\section{Euler relations and the mean topology of grain networks: limits and scaling}

\subsection{The two-dimensional relation}

A plane section of a dense polycrystal is a network of $V$ vertices (cut triple lines), $E$ edges (cut boundaries) and $F$ faces (grain sections). A side of a face is a stretch of boundary between two consecutive vertices. If every face is a topological disc,
\begin{equation}
V-E+F=\chi ,
\label{eq:euler}
\end{equation}
with $\chi=0$ for a periodic cell, $\chi=2$ for a sphere and $\chi=1$ for a planar patch whose exterior is not counted. On a closed surface each edge has two ends and two adjacent faces. With $V_k$ vertices of valence $k$ and $F_n$ faces of $n$ sides, this means $\sum kV_k=2E=\sum nF_n$. Put $D=\sum(k-3)V_k$, so that $3V=2E-D$. Eliminating $V$ from Eq.~\eqref{eq:euler} gives
\begin{equation}
\sum_n(6-n)F_n=6\chi+2D,\qquad \langle n\rangle=6-\frac{6\chi}{F}-\frac{2D}{F}.
\label{eq:charge}
\end{equation}
For a trivalent network ($D=0$) the mean is exactly 6 in a periodic cell and tends to 6 as $F\to\infty$ otherwise, with two vertices and three edges per grain. A neighbour switch leaves $(V,E,F)$ unchanged and the loss of a three-sided grain changes them by $(-2,-3,-1)$, so grain growth preserves these ratios.

Geometry gives the same result. The tangent to the outline of a face turns by $2\pi$, so $\oint\kappa\,ds=2\pi-\sum_i(\pi-\theta_i)$, with interior angles $\theta_i$ and $\kappa>0$ for a convex side. In a periodic cell the curvature terms cancel in the sum over faces, since each edge appears twice with opposite sign. The three angles at a vertex add to $2\pi$, which leaves $2\pi F-\pi V=0$. The $120^\circ$ condition was not needed. The mean of 6 therefore survives anisotropic boundary energies and the oblique cutting of triple lines, whereas the single-grain result $\oint\kappa\,ds=(\pi/3)(6-n)$ does not.

\subsection{Dimensional analysis}

Equation~\eqref{eq:charge} contains no length, so departures from 6 can depend only on ratios. The section supplies the mean grain area $\bar a=1/N_A$ and the mean linear intercept $\ell=1/P_L$, where $P_L$ is the number of boundary crossings per length of test line. The observation supplies the field size $L$ and the resolution $\delta$. Residual porosity supplies the area fraction $\phi$ and the mean pore section area $a_p$. The groups are
\begin{equation}
\beta=\frac{\bar a}{\ell^2},\qquad x=\frac{L}{\ell},\qquad \frac{\delta}{\ell},\qquad \phi\,\frac{\bar a}{a_p}.
\end{equation}
For an isotropic structure, averaging $|\sin\theta|$ over directions in the plane gives $P_L=(2/\pi)L_A$, with $L_A$ the boundary length per area. Averaging $|\cos\theta|$ over the sphere gives the boundary area per volume $S_V=2P_L$ and the triple-line length per volume $L_V=2P_A$, with $P_A$ the vertex density. Trivalence sets $P_A=2N_A$, hence
\begin{equation}
L_V=4N_A,\qquad \bar s=\frac{L_A}{3N_A}=\frac{\pi}{6}\,\beta\,\ell ,
\end{equation}
where $\bar s$ is the mean edge length. Topology does not fix $\beta$. A regular honeycomb probed by randomly oriented lines has $\beta=8\sqrt3/\pi^2=1.40$.

As illustrative inputs typical of a sintered, equiaxed MgO ceramic take $\ell=20~\mu$m and $\bar a=600~\mu$m$^2$, so $\beta=1.5$. Then $N_A=1667$~mm$^{-2}$, $P_A=3333$~mm$^{-2}$, there are 5000 edges per mm$^2$, $L_A=78.5$~mm$^{-1}$, $\bar s=15.7~\mu$m, $S_V=100$~mm$^{-1}$ and $L_V=6667$~mm$^{-2}$. In self-similar growth $\beta$ is constant and each density scales with the power of $\ell$ that its unit dictates.

\subsection{Field size}

Lay a square frame of side $L$ on the section. It crosses boundaries at $M$ points and encloses $V_i$ triple points. Frame and boundaries together form a trivalent graph with $V_i+M$ vertices and $\chi=1$; the corners are not vertices. The number of whole and cut pieces is then $F_t=1+(V_i+M)/2$, which also holds for an empty frame. The $M$ arcs of the frame border one piece each, so the pieces have $3V_i+2M$ sides in all, arcs included. The expectations $\langle V_i\rangle=2L^2/\bar a$ and $\langle M\rangle=4L/\ell$ are exact for any $L$, so
\begin{equation}
\langle F_t\rangle=1+2x+\frac{x^2}{\beta},\qquad
n_{\rm app}=\frac{8x+6x^2/\beta}{1+2x+x^2/\beta},
\label{eq:frame}
\end{equation}
where $n_{\rm app}$ is the ratio of expected sides to expected pieces. The three terms of $\langle F_t\rangle$ define three regimes. The constant dominates below $L=\ell/2=10~\mu$m, the perimeter term up to $L=2\bar a/\ell=60~\mu$m, and the area term beyond. The limits are
\begin{align}
n_{\rm app}&=8x-\left(16-\frac{6}{\beta}\right)x^2+\dots &&(x\ll1),\\
n_{\rm app}&=6-\frac{4\beta}{x}+\frac{\beta(8\beta-6)}{x^2}+\dots &&(x\gg\beta).
\label{eq:largex}
\end{align}
The leading large-field correction is a perimeter effect of order $F^{-1/2}$. The Euler constant enters only at order $F^{-1}$.

\begin{center}
\begin{tabular}{rrrcc}
\hline
$L$ ($\mu$m) & $x$ & $\langle F_t\rangle$ & $n_{\rm app}$, Eq.~\eqref{eq:frame} & Eq.~\eqref{eq:largex}\\
\hline
10 & 0.5 & 2.17 & 2.31 & --\\
60 & 3 & 13.0 & 4.62 & 5.00\\
200 & 10 & 87.7 & 5.48 & 5.49\\
500 & 25 & 467.7 & 5.77 & 5.77\\
2000 & 100 & 6868 & 5.94 & 5.94\\
\hline
\end{tabular}
\end{center}

The same count shows how to estimate $N_A$. Counting all pieces overestimates it by the fraction $2\beta/x+\beta/x^2$, which is $12.0\,\%$ plus $0.24\,\%$ at $L=500~\mu$m. The leading term falls to $1\,\%$ only at $L=6$~mm. If each cut piece meets the frame along one arc, $F_{\rm cut}=M$ and
\begin{equation}
\tfrac12V_i=F_{\rm whole}+\tfrac12F_{\rm cut}-1 .
\end{equation}
The left side is unbiased. The usual planimetric count $F_{\rm whole}+F_{\rm cut}/2$ is thus too high by one grain, a bias of $1\,\%$ at 100 grains ($L=245~\mu$m), and subtracting $\chi=1$ removes it.

For a disc-shaped cluster of whole grains, let $B_3$ perimeter vertices join two cluster grains and $B_2$ belong to one only. The same elimination gives $\sum(6-n)=6+B_3-B_2$. The total topological charge $6-n$ of a cluster is therefore a boundary quantity. If the two vertex types have short-range correlations along a perimeter of length $\propto F^{1/2}$, the charge fluctuates as $F^{1/4}$ and the sample mean of $n$ as $F^{-3/4}$. Independent grains would give $(\mu_2/F)^{1/2}$, with $\mu_2=\langle(n-6)^2\rangle$. For a typical $\mu_2\approx2.5$ and the 417 grains in $(500~\mu\mathrm{m})^2$ this is 0.08, and it overstates the scatter in large fields.

\subsection{Vertex valence and resolution}

For mean valence $z$ and $\chi/F\to0$, Eq.~\eqref{eq:euler} gives $\langle n\rangle=2z/(z-2)$. If a fraction $q$ of the vertices is four-rayed, $z=3+q$ and
\begin{equation}
\langle n\rangle=\frac{2(3+q)}{1+q}=6-4q+4q^2-\dots ,
\end{equation}
which runs from 6 to 4 at $q=1$. A random plane passes exactly through a quadruple node with probability zero, so apparent four-rayed vertices are usually edges shorter than $\delta$. A plane at distance $\zeta$ from a node shows either a small triangle or a short edge, of size $\propto\zeta$. Since $\zeta$ is uniformly distributed, the edge-length density is finite at zero. An unresolved triangle is harmless because the network stays trivalent. Let the other unresolved edges be a fraction $p=g_0\,\delta/\bar s$ of all edges. Then $D=3pF$, $q=3p/(2-3p)$ and
\begin{equation}
\langle n\rangle=6(1-p),\qquad 6p=\frac{36\,g_0}{\pi\beta}\,\frac{\delta}{\ell},
\end{equation}
valid while unresolved edges are isolated, $\delta\ll\bar s$. As assumed brackets take $g_0=1/2$ (lengths uniform up to $2\bar s$) and $g_0=1$ (exponential lengths). For an approximate optical resolution $\delta=0.5~\mu$m, $p=0.016$ to $0.032$ and the deficit is $0.10$ to $0.19$.

The frame and resolution deficits scale oppositely with grain size. To leading order their sum is $4\beta\ell/L+36g_0\delta/(\pi\beta\ell)$, and its minimum is
\begin{equation}
\ell_{\rm opt}=\frac{3}{\beta}\sqrt{\frac{g_0\,\delta L}{\pi}},\qquad
(6-n_{\rm app})_{\min}=24\sqrt{\frac{g_0\,\delta}{\pi L}} .
\end{equation}
The minimum depends only on the number $L/\delta$ of resolved elements across the image. For $L=500~\mu$m and $\delta=0.5~\mu$m, $\ell_{\rm opt}=13$ to $18~\mu$m and the deficit is $0.30$ to $0.43$. The neglected second-order frame term is $0.014$ at $x=25$, and the cross term is of order $(4\beta/x)\,p\approx0.008$. At $\ell=20~\mu$m resolution overtakes the frame effect for $L>2\bar a\bar s/(3g_0\ell\delta)$, which is $0.6$~mm for $g_0=1$ and $1.3$~mm for $g_0=1/2$.

\subsection{Pores}

Let there be $\nu$ pores per grain on boundaries and junctions, each bordered by $\bar k\ge2$ grains on average. Pores are faces of a network that is still trivalent, so the charges of grains and pores cancel:
\begin{equation}
\langle n\rangle_{\rm all}=6+\nu(6-\bar k),\qquad
\langle n\rangle_{gg}=6+\nu(6-2\bar k).
\end{equation}
The first mean counts every side of a grain, the second only grain--grain sides. Triangular pores at triple points ($\bar k=3$) leave $\langle n\rangle_{gg}=6$ and give $\langle n\rangle_{\rm all}=6+3\nu$, up to 12 when all junctions are occupied ($\nu=2$). Lenses on boundaries ($\bar k=2$) split a side in two and give $\langle n\rangle_{gg}=6+2\nu$ with no new neighbour. Pores with $\bar k>3$ remove contacts. A pore trapped inside a grain makes that face an annulus, which violates the premise of Eq.~\eqref{eq:euler}; it is disconnected from the network and is left out of the count.

From $\phi=\nu a_p/(\bar a+\nu a_p)$,
\begin{equation}
\nu=\frac{\phi}{1-\phi}\,\frac{\bar a}{a_p}=\phi\,\frac{\bar a}{a_p}\,(1+\phi+\dots).
\end{equation}
The crossover $\nu\sim1$ lies at $\phi\sim a_p/\bar a$, not at $\phi\sim1$. For an assumed $a_p=3~\mu$m$^2$ and $\phi=0.5\,\%$, $\nu=1.0$ and triple-point pores give $\langle n\rangle_{\rm all}=9.0$. The junctions saturate at $\phi=1.0\,\%$. In this ceramic the convention for pore sides matters several times more than frame and resolution together. At fixed $\phi$ and $a_p$, $\nu$ grows as $\ell^2$.

\subsection{Neighbour correlations}

Euler's relation fixes only the first moment of the side distribution $p_n$. Let $m_n$ be the mean side number of the neighbours of $n$-sided grains. An $n'$-sided grain is a neighbour $n'$ times, so $\sum_np_n\,n\,m_n=\langle n^2\rangle=36+\mu_2$. The grain across a randomly chosen edge has on average $6+\mu_2/6$ sides, 6.4 for $\mu_2\approx2.5$. The empirical Aboav--Weaire form, which goes back to Aboav's study of MgO sections,
\begin{equation}
m_n=6-a+\frac{6a+\mu_2}{n},
\end{equation}
obeys this sum rule for any $a$. It tends to $6-a$ for large $n$ and crosses 6 at $n=6+\mu_2/a$. With a typical $a\approx1$ the crossing is at $n=8.5$ and $m_3=7.8$. The charge of a grain with its first shell is $(6-n)+n(6-m_n)=(1-a)(6-n)-\mu_2$. At $a=1$ it is independent of $n$, so the first shell offsets the variation of the central charge.

\subsection{Three-dimensional grains}

Four triple lines meet at a quadruple node, and three of them lie on the surface of any one of the four grains. A grain whose surface is a topological sphere with $f$ disc-like faces is the case $\chi=2$, $D=0$ of Eq.~\eqref{eq:charge}:
\begin{equation}
\sum_{\rm faces}(6-n)=12,\quad \bar n=6-\frac{12}{f},\quad v=2(f-2),\quad e=3(f-2),
\end{equation}
with $v$ corners and $e$ edges. At small $f$, a tetrahedral grain has $\bar n=3$, and $f=3$ gives three two-sided faces. A two-faced lens has one closed edge without a corner, which the counting does not register. At large $f$ the approach to 6 is slow: $\bar n=5$ at $f=12$ and $5.5$ at $f=24$. Inversion is ill conditioned, since $df/d\bar n=f^2/12=16$ at $f=14$.

In the network a face is shared by two grains, an edge by three and a node by four. Per grain there are $\langle f\rangle/2$ faces, $\langle f\rangle-2$ edges and $(\langle f\rangle-2)/2$ nodes. The Euler relation of a periodic solid, nodes $-$ edges $+$ faces $-$ grains $=0$, is then satisfied identically. Unlike $\langle n\rangle$ in the plane, $\langle f\rangle$ is a free parameter. The truncated octahedron (six squares, eight hexagons) has $f=14$, $v=24$, $e=36$ and $\bar n=5.143$. The Poisson--Voronoi tessellation has the known value $\langle f\rangle=2+48\pi^2/35=15.54$, giving $5.228$. A hypothetical grain with flat faces, straight edges and tetrahedral corner angles $\arccos(-1/3)$ needs $\bar n=2\pi/\arccos(1/3)=5.104$, hence $f=13.40$.

The average over all faces is exactly $6-12/\langle f\rangle$. The average of $\bar n$ over grains is $6-12\langle1/f\rangle$ and is lower by $12c^2/\langle f\rangle$ to leading order, with $c$ the relative standard deviation of $f$. For typical values $\langle f\rangle\approx14$ and $c\approx0.35$ this is $0.105$. A gamma distribution, for which $\langle1/f\rangle=1/[\langle f\rangle(1-c^2)]$, gives $0.120$. The shift exceeds the difference of $0.085$ between the truncated-octahedron and Poisson--Voronoi values, so the weighting has to be stated.

A section has $\langle n\rangle=6$ whatever $\langle f\rangle$ is, because its polygons are cuts through grains and not grain faces. It fixes $S_V$ and $L_V$, but the number of grains per volume $N_V$ needs a shape model. Truncated octahedra of edge $b$ fill a body-centred cubic lattice of parameter $2\sqrt2\,b$, so the volume per grain is $8\sqrt2\,b^3$. With 12 edges and half of the surface area $(6+12\sqrt3)b^2$ per grain, $L_V=1.061/b^2$ and $S_V=1.184/b$, and randomly oriented sections have $\beta=S_V^2/L_V=1.32$. Fitting $b$ to the MgO value of $L_V$ gives $b=12.6~\mu$m and $N_V=4.4\times10^4$~mm$^{-3}$. Fitting it to $S_V$ gives $b=11.8~\mu$m and $N_V=5.3\times10^4$~mm$^{-3}$. The two differ because the model has the wrong $\beta$, so $N_V$ and the node density $6N_V$ are known from the section to one figure at best.